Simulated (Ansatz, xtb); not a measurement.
## Two isomers of CH7GaN2O

Structure X: `C[O][Ga]([NH2])[NH2]`, a singlet. Structure Y: `C[NH][Ga]([NH2])[OH]`, a singlet. Both are isolated molecules in the gas phase, relaxed with PBE0-D4/def2-SVP; the shapes shown needn't be the lowest conformers.

X (Å):

```json
{"atom": "C", "x (Å)": "-1.3656", "y (Å)": "0.3031", "z (Å)": "1.5768"}
{"atom": "Ga", "x (Å)": "0.3396", "y (Å)": "-0.3101", "z (Å)": "-0.5666"}
{"atom": "N", "x (Å)": "1.2983", "y (Å)": "1.2222", "z (Å)": "-0.4348"}
{"atom": "N", "x (Å)": "0.6402", "y (Å)": "-1.6312", "z (Å)": "-1.7617"}
{"atom": "O", "x (Å)": "-1.0245", "y (Å)": "-0.5809", "z (Å)": "0.5582"}
{"atom": "H", "x (Å)": "-2.2903", "y (Å)": "-0.0444", "z (Å)": "2.0709"}
{"atom": "H", "x (Å)": "-0.5895", "y (Å)": "0.3777", "z (Å)": "2.3662"}
{"atom": "H", "x (Å)": "-1.5620", "y (Å)": "1.3338", "z (Å)": "1.2167"}
{"atom": "H", "x (Å)": "2.1833", "y (Å)": "1.3536", "z (Å)": "-0.9076"}
{"atom": "H", "x (Å)": "1.2236", "y (Å)": "1.8241", "z (Å)": "0.3754"}
{"atom": "H", "x (Å)": "1.2043", "y (Å)": "-1.4968", "z (Å)": "-2.5906"}
{"atom": "H", "x (Å)": "-0.0575", "y (Å)": "-2.3511", "z (Å)": "-1.9027"}
```

Y (Å):

```xyz
12

C    -0.9477    1.1666   -1.1074
Ga    0.2315    0.6590    1.5179
N    -0.8820    0.4129    0.1150
N     1.5331    1.9264    1.5446
O     0.0123   -0.4946    2.8653
H    -0.2155    1.9898   -1.0927
H    -0.7165    0.5617   -2.0060
H    -1.9376    1.6331   -1.2771
H    -1.5377   -0.3574    0.1635
H     1.5419    2.6835    0.8721
H     1.9743    2.2138    2.4092
H     0.6501   -0.4040    3.5782
```

Q: Which of the two would you expect CCSD(T)/def2-SVP + ΔMP2/def2-TZVPP electronic energies to favour?

A: Structure Y; the calculation gives E(Y) − E(X) = −4.3 kcal/mol.

The same difference at several levels:

```json
{"level": "PBE0-D4/def2-SVP", "geometry": "PBE0-D4/def2-SVP", "E(Y) − E(X) (kcal/mol)": "−3.7", "departure from the last row (kcal/mol)": "+0.6", "job, with rough time for the two": "optimisation, 2.9 min"}
{"level": "HF/def2-SVP", "geometry": "PBE0-D4/def2-SVP", "E(Y) − E(X) (kcal/mol)": "−2.3", "departure from the last row (kcal/mol)": "+2.0", "job, with rough time for the two": "part of the CCSD(T) run"}
{"level": "MP2/def2-SVP", "geometry": "PBE0-D4/def2-SVP", "E(Y) − E(X) (kcal/mol)": "−4.6", "departure from the last row (kcal/mol)": "−0.3", "job, with rough time for the two": "part of the CCSD(T) run"}
{"level": "CCSD(T)/def2-SVP", "geometry": "PBE0-D4/def2-SVP", "E(Y) − E(X) (kcal/mol)": "−3.9", "departure from the last row (kcal/mol)": "+0.4", "job, with rough time for the two": "single point"}
{"level": "CCSD(T)/def2-SVP + ΔMP2/def2-TZVPP", "geometry": "PBE0-D4/def2-SVP", "E(Y) − E(X) (kcal/mol)": "−4.3", "departure from the last row (kcal/mol)": "", "job, with rough time for the two": "single point, 68 s"}
```

As drawn, Y has 1 C–N, 1 O–H in place of 1 C–O, 1 N–H.

None of the levels shown reverses the order. The largest departure from CCSD(T)/def2-SVP + ΔMP2/def2-TZVPP is that of HF/def2-SVP, 2.0 kcal/mol. Levels run at GFN2-xTB geometries aren't shown. The last row adds to CCSD(T) the change of the MP2 difference between the two basis sets, here −0.4 kcal/mol.

With thermal terms from frequencies at re-optimised GFN2-xTB minima (ideal gas, soft modes damped towards free rotors, one conformer each, 298.15 K, 1 atm): the zero-point term adds +0.1 kcal/mol; ΔH is −4.3 and ΔG −3.9 kcal/mol.

The correlated steps freeze 13 core orbitals; the filled d shell of Ga is correlated, in a basis made for valence electrons. Codes used: Ansatz 0.2.0, xtb 6.7.1; the last row on 2 threads of Arm Neoverse V1 on a shared host.

Y is favoured at every level shown, and the thermal terms leave that preference almost intact, so it is essentially electronic. Gallium keeps one oxygen and two nitrogen neighbours in both isomers, so the metal's bonding largely cancels. What remains is a methyl group and a hydrogen trading places between oxygen and nitrogen, much as when methanol and ammonia turn into methylamine and water. That exchange is also downhill: the gain from replacing N–H by the stronger O–H bond outweighs the loss from replacing C–O by the weaker C–N bond. Differences in π donation from oxygen and nitrogen into the empty gallium p orbital probably only modulate this balance.

Hartree–Fock already gives the right order, but correlation strengthens the preference, which suggests that the two sets of bonds differ modestly in correlation energy. The result concerns isolated monomers; three-coordinate gallium amides and hydroxides readily associate through bridging nitrogen or oxygen, which could change the order in a condensed phase.
